# Hyperfine couplings of the naphthalene anion by hand

**Q.** I have the EPR spectrum of an aromatic hydrocarbon radical and no computer at the bench. Which sizes should I carry in my head?

**A.** Four, each per unit of unpaired spin in a carbon $2p_\pi$ orbital. A proton bonded to that carbon has an isotropic coupling of roughly $-70$ MHz. The carbon's own $^{13}$C has about $+100$ MHz, and a $^{13}$C next to it about $-40$ MHz. These three are rough recalled constants of π-radical spectroscopy. The fourth is the dipolar coupling of the carbon's own nucleus along the orbital axis, 150 to 200 MHz, which I estimate below. For scale, an electron in the 1s orbital of a free hydrogen atom gives 1423 MHz, so the proton coupling is an effect of a few per cent. In naphthalene one electron is spread over ten carbons, and everything shrinks to between a few and a few tens of MHz. An unrestricted B3LYP calculation of the anion serves as the thing to be estimated.

Hyperfine couplings (13C, 1H) and Mulliken spin populations of the naphthalene radical anion (C10H8, SMILES c1ccc2ccccc2c1, D2h, charge -1, doublet). PySCF 2.14.0 with density fitting was used for non-relativistic unrestricted B3LYP in the gas phase, with the basis sets IGLO-III on C and pcH-1 on H. The geometry was optimised with PBE0-D3(BJ)/def2-SVP.

| atom | bonded to | spin population (e) | A iso (MHz) | largest dipolar part (MHz) | spin on the carrier of an H (e) |
| --- | --- | --- | --- | --- | --- |
| C1 | C C H | 0.048 | -4.3 | 9.8 | n/a |
| C3 | C C H | 0.259 | 19.2 | 39.8 | n/a |
| C4 | C C C | -0.070 | -16.6 | 4.8 | n/a |
| H11 | C | -0.006 | -5.1 | 4.2 | 0.048 |
| H13 | C | -0.016 | -16.5 | 9.8 | 0.258 |

Atoms are numbered in SMILES order and equivalent atoms are averaged. C3 and H13 are the α position (1 in chemical numbering), C1 and H11 the β position (2), and C4 is the ring fusion. A iso is the isotropic (Fermi contact) coupling, proportional to the spin density at the nucleus. The largest dipolar part is the most positive principal value of the traceless dipolar tensor. The spin population is a Mulliken population, and the last column repeats it for the carbon that carries a given H. Equivalent atoms differ by less than 0.1 MHz in A iso and by little more in the dipolar part, so the differences between rows of the same kind of nucleus are meaningful for this calculation.

**Q.** The unpaired electron is in a π orbital, which vanishes at every nucleus. Why is there any isotropic coupling, and why are both protons negative?

**A.** The standard explanation is spin polarisation of the σ bonds, and the planar methyl radical is the simplest picture of it. One electron, spin up, sits in the $p$ orbital of carbon. Of the two electrons in a C–H bond, the one with parallel spin gains exchange energy near that carbon (Hund's rule within one atom), so it leans towards carbon and its spin-down partner leans towards hydrogen. The bond acquires a little up spin at the carbon end and a little down spin at the far end. Both ends have $s$ character and reach a nucleus. To first order the effect is proportional to the π spin $\rho$ on the carbon, which gives the McConnell relation

$$A_\mathrm{H} = Q\,\rho, \qquad Q<0 .$$

Think of each CH unit of naphthalene as a fraction $\rho$ of a methyl radical. The table agrees in sign and order: both protons have negative couplings and negative populations of their own on positive carriers, and the coupling of H13 corresponds to about $-0.012$ of a free 1s electron, against a population of $-0.016$ e. That is consistency with the mechanism, whose cause is argued by theory.

The analogy ends where carbon neighbours begin, because methyl has none. A C–C σ bond is polarised from both ends. Spin on a carbon's neighbour leaves down spin at the far end of the bond, which is now a $^{13}$C. This gives the Karplus–Fraenkel form

$$A_\mathrm{C} = a\,\rho_\text{own} + b\sum_\text{neighbours}\rho_j ,$$

for which I use rough recalled values $a \approx 100$ MHz for a CH carbon, $a \approx 85$ MHz for a carbon with three carbon neighbours, and $b \approx -39$ MHz. The constant $a$ lumps the positive polarisation of the three bonds with the negative polarisation of the 1s core.

**Q.** Then I need $\rho$. How do I get it on paper?

**A.** In two steps. The first is the Hückel LUMO, which the extra electron occupies. It has a node through both fusion carbons. With those coefficients zero, the Hückel equations of each α–β–β–α chain are those of butadiene, and the equation at a fusion carbon is met by giving its two α neighbours opposite signs. The LUMO of butadiene has $c_j=\sqrt{2/5}\,\sin(3j\pi/5)$, so $c^2 = 0.362$ at the ends and $0.138$ inside. Two chains share one electron, so halve them:

$$\rho^0_\alpha = 0.181,\qquad \rho^0_\beta = 0.069,\qquad \rho^0_\text{fusion}=0 .$$

The second step lets the ten paired π electrons respond, by the same exchange argument as before. Up-spin electrons gather where $\rho^0$ is large and leave down spin where it is small. McLachlan's treatment writes $\rho_r = \rho^0_r + \lambda\,\delta_r$ with $\delta_r=\sum_s \pi_{rs}\,\rho^0_s$, where $\pi_{rs}$ are the Hückel atom–atom polarisabilities of the neutral molecule, in units of the inverse resonance integral, and $\lambda$ is the ratio of an exchange energy to the resonance integral. In an alternant hydrocarbon $\pi_{rr}$ is positive and $\pi_{rs}$ between bonded atoms is negative, so large spins grow at the cost of their neighbours. This is the tedious step by hand, but it ends in three numbers:

$$\delta_\alpha = +0.0402,\qquad \delta_\beta=-0.0219,\qquad \delta_\text{fusion}=-0.0366 .$$

They move spin without creating any: $4(0.0402)-4(0.0219)-2(0.0366)=0$. The negative population of C4, $-0.070$ e, has the sign that this step demands at a node flanked by two α carbons. The butadiene picture cannot give it, since it knows nothing of the fusion atoms. The calculation has $\langle S^2\rangle = 0.760$ against 0.75 for a pure doublet, so the polarisation is present and modest.

I fixed $\lambda$ by linear least squares on A iso of the three carbons, holding $a$ and $b$ at the values above, and got 0.56. With those spins, least squares on the two protons gave $Q=-82$ MHz.

**Q.** Show me on two rows. Take C1, whose sign looks wrong to me: positive spin, negative coupling.

**A.** First the spins:

$$\rho_\beta = 0.069-0.56(0.0219)=0.057,\qquad \rho_\alpha=0.181+0.56(0.0402)=0.204,$$

and $\rho_\text{fusion}\approx-0.021$. C1 is a CH carbon bonded to the other β carbon and to an α carbon:

$$A(\mathrm{C1}) = 100(0.057)-39(0.057+0.204)=5.7-10.2=-4.5\ \text{MHz},$$

against $-4.3$ MHz in the table. The sign is no anomaly: a CH carbon with positive spin goes negative in this rule when its neighbours together hold more than $100/39\approx2.6$ times its own spin, and those of C1 hold between four and five times. The sign does not hang on the fit, for the bare Hückel spins already give $-2.8$ MHz, and the right signs for C3 and C4 as well.

For H13, $A = -82\times0.204=-16.7$ MHz with these rounded factors, against $-16.5$ MHz. Both worked rows were part of a fit, and H13 nearly sets $Q$ alone, because least squares listens to the larger coupling. A fairer hand value of $Q$ comes from the total width of the proton spectrum. The eight couplings add to $4(16.5)+4(5.1)=86.4$ MHz, the CH carbons together hold $1-2\rho_\text{fusion}=1.04$ spins, and the quotient is 83 MHz. This depends only weakly on how spin is divided between α and β.

C4 is the instructive third case. In the model its own spin supplies $-1.8$ MHz and its neighbours $-15.1$ MHz. With no spin on it at all, Hückel gives $-14.1$ MHz of the tabulated $-16.6$. A large $^{13}$C coupling does not imply spin on that carbon.

**Q.** How accurate is the rule over the whole table?

**A.** With both fitted numbers, the carbons come within 4 % of the tabulated couplings, H13 within 1 %, and H11 is the worst row, 9 % or about 0.5 MHz too small in magnitude. That miss is well above the 0.05 MHz to which the table is rounded. But five couplings have been met with two fitted and three recalled constants, on a single molecule, so these percentages describe a fit and promise nothing for the next radical.

With nothing fitted, that is Hückel spins, the recalled carbon constants and $Q=-70$ MHz, all five signs and the order within each kind of nucleus are right and all five magnitudes are too small. The carbons fall short of the table by 15 to 34 %, C1 worst. The protons come out at $-4.8$ and $-12.7$ MHz, the second being $12.7/16.5=0.77$ of the table's value. A customary $\lambda$ of 1.2 errs the other way, with the carbons 20 to 47 % too large. "Right sign, within about a half" is the fair expectation for a blind estimate, to judge by this one case.

The value 0.56 has no physical meaning by itself. Scaling $a$ and $b$ down by a tenth moves the fitted $\lambda$ to 0.90, and scaling them up by a tenth moves it to 0.29. In the same way, one fitted scale factor on the carbon constants brings C3 and C4 within 4 % for Hückel spins, for $\lambda=1.2$ and for the Mulliken populations alike. Only C1 resists, staying about a fifth too small with Hückel spins and about a fifth too large with the other two sets. It is a small difference of two larger terms and so feels the α/β division most, and for the same reason it is sensitive to the ratio of $a$ to $b$, which I held fixed.

One check is free of $Q$, and its prediction uses no proton coupling. The ratio of the proton couplings is 3.24, and the spins fitted to the carbons predict 3.59. The protons alone would choose $\lambda = 0.38$. Both kinds of nucleus ask for some polarisation and for less than the customary amount, and they do not agree closely on how much.

**Q.** The table prints spin populations. Why not put those into McConnell's relation and skip Hückel theory?

**A.** Because one $Q$ then fails. Dividing A iso by the spin on the carrier gives $-106$ MHz for H11 and $-64$ MHz for H13. The carrier spin rises 5.4-fold from β to α while the coupling rises 3.2-fold, and a single fitted $Q$ leaves H11 39 % short of the table. The small gap between 0.258 in the carrier column and 0.259 for C3 is one atom against an average and plays no part.

A Mulliken population adds σ spin to π spin and divides overlap density by a convention that depends on the basis set, so it is not the $\rho$ of the rule. The obvious repair is to assume that each carbon's surplus mirrors the negative spin on its hydrogen and to add the two. The numbers refute that: the sums are 0.243 and 0.042, a ratio of 5.8, which is worse. Polarisation of the C–C σ bonds, which would take population from a β carbon and give it to the α carbon, points the right way, and so would a contribution to H11 from the spin-rich α carbon next to its carrier. Both are guesses. The lesson that the rows support is that these populations give signs and order, and that a $Q$ belongs to the definition of $\rho$ with which it was fitted.

**Q.** I also measure frozen samples. Can the dipolar parts be estimated?

**A.** For a carbon with substantial spin of its own, yes. An electron in a $p$ orbital gives a tensor at its own nucleus of the form $(-B,-B,+2B)\rho$, with the unique axis along the orbital. The angular average of $3\cos^2\theta-1$ over a $p_z$ density is 4/5, so $2B=\tfrac45 P\langle r^{-3}\rangle$. Here $P$ is the product of electron and nuclear magnetic moments, 134 MHz for $^{13}$C with $r$ in bohr, which I read from the ratio of contact coupling to spin density at a carbon in the same calculation. A hydrogen-like $2p$ orbital has $\langle r^{-3}\rangle=Z^3/24$, and Slater's screened charge $Z = 3.25$ gives 1.43 and $2B = 154$ MHz. For C3 this predicts $154\times0.204\approx31$ MHz, 21 % below the tabulated 39.8. A single screened exponent is known to put too little $2p$ density near the nucleus, which is a likely reason, though too small a model spin on C3 would act the same way. Least squares on C1 and C3 with the same spins gives 194 MHz, matching C3, which dominates that fit, and overshooting C1 by 12 %.

The shape is as telling as the size. One C3 atom has principal values $-20.1$, $-19.6$ and $+39.7$ MHz in this calculation, almost exactly $(-1,-1,+2)$, the mark of a valence $2p$ spin. The dipolar ratio C3/C1 of 4.06 is a third reading of the α/β division, between the proton ratio and the Mulliken one.

C4 needs care and was kept out of the fit. With negative spin the pattern inverts, and the calculation gives $-7.9$, $+3.1$, $+4.8$ MHz. The table prints 4.8 as the most positive value, while the one to compare with $2B\rho$ is $-7.9$, which I take by this argument to lie along the π axis. The rule gives $-4.0$ MHz, half of it. Spin on a neighbouring carbon acts through space, of the order of several MHz per unit spin as a point dipole at a bond length, and negative perpendicular to the plane. That has the right sign to deepen C4 and to lower C1, but a point dipole is crude at that distance, and more negative π spin on C4 than the model allows would do the same. These rows cannot separate the two.

Spin in hydrogen's own 1s orbital is spherical and gives no dipolar coupling at its nucleus, so the dipolar part of a proton comes almost wholly from spin on the carbons. For a methyl-like C–H fragment the familiar pattern of total principal values is about $\tfrac12$, 1 and $\tfrac32$ times A iso. One H13 roughly follows it, at $-6.6$, $-17.2$ and $-25.5$ MHz. One H11 does not, at $-0.9$, $-6.2$ and $-8.3$ MHz. Per unit of model spin on the carrier the tabulated dipolar parts are 48 MHz for H13 and 74 MHz for H11, so no single constant serves. The dipolar field falls only as $r^{-3}$, and H11 sits near an α carbon with several times the spin of its own carrier, which argues for the larger value there.

**Q.** Should I calibrate on this calculation or on my spectrum?

**A.** On the spectrum, if spectra are what is to be predicted. Rough recalled magnitudes in solution are about 14 MHz for the α and 5 MHz for the β protons. Against these H13 is some 18 % too large and H11 agrees within the roughness of the figure. Their ratio, $14/5=2.8$, is nearer the Hückel 2.62 than the calculated 3.24, and the unfitted estimate of 12.7 MHz for the α protons is closer than the calculation, while for the β protons both agree within the roughness of the figure. So $Q=-82$ MHz and $\lambda=0.56$ reproduce this calculation and should not be carried to the bench as constants.

It is well known that the amount of spin polarisation grows with the exact exchange in a functional, but the functional cannot be blamed from one comparison. The calculation is for a motionless, isolated ion, without solvent, counterion or vibrational averaging. Isolated naphthalene has a slightly negative electron affinity, so the gas-phase anion may be unbound and held only by the finite basis. The populations and the axial C3 tensor show that the state obtained is the valence π radical that solution stabilises, yet its numbers could shift in a more diffuse basis. The stability of the unrestricted solution was not tested.

**Q.** How far can I take the rule to other radicals?

**A.** It needs a planar π radical of carbon and hydrogen with one nondegenerate singly occupied orbital. Within that class the mechanism gives the trends. In a larger fused aromatic anion the same electron is spread over more carbons, so the average coupling falls, though a single position can hold as much spin as α does here, and the summed proton width falls below $|Q|$ to the extent that positive spin moves onto carbons without hydrogen. Any carbon at or near a node and next to large spin should have a negative $^{13}$C coupling. The cation of an alternant hydrocarbon has the same Hückel spins as the anion by the pairing theorem, so the rule predicts the same pattern and is blind to any effect of charge on $Q$. In odd alternant radicals such as allyl, a CH carbon lies on a node. Step one then gives zero, the whole coupling of the proton on that carbon comes from $\lambda\delta$ with positive sign, and the loose value of $\lambda$ that was tolerable here becomes the entire answer.

Outside the class some part of the rule fails. In the benzene anion two orbitals are degenerate, so no single Hückel orbital fixes the spins. Rapid averaging in solution gives each carbon one sixth by symmetry, while a substituent or a frozen distortion makes the distribution uneven. If the radical centre bends, the singly occupied orbital gains $s$ character and a direct positive contact term, on the scale of the free-atom coupling, soon outweighs polarisation at that carbon. Protons on a methyl substituent couple mainly by hyperconjugation, with the sign of the π spin on the carbon that bears the methyl group and with a dependence on torsion angle. Heteroatoms need their own Hückel parameters and their own $a$, $b$ and $Q$.
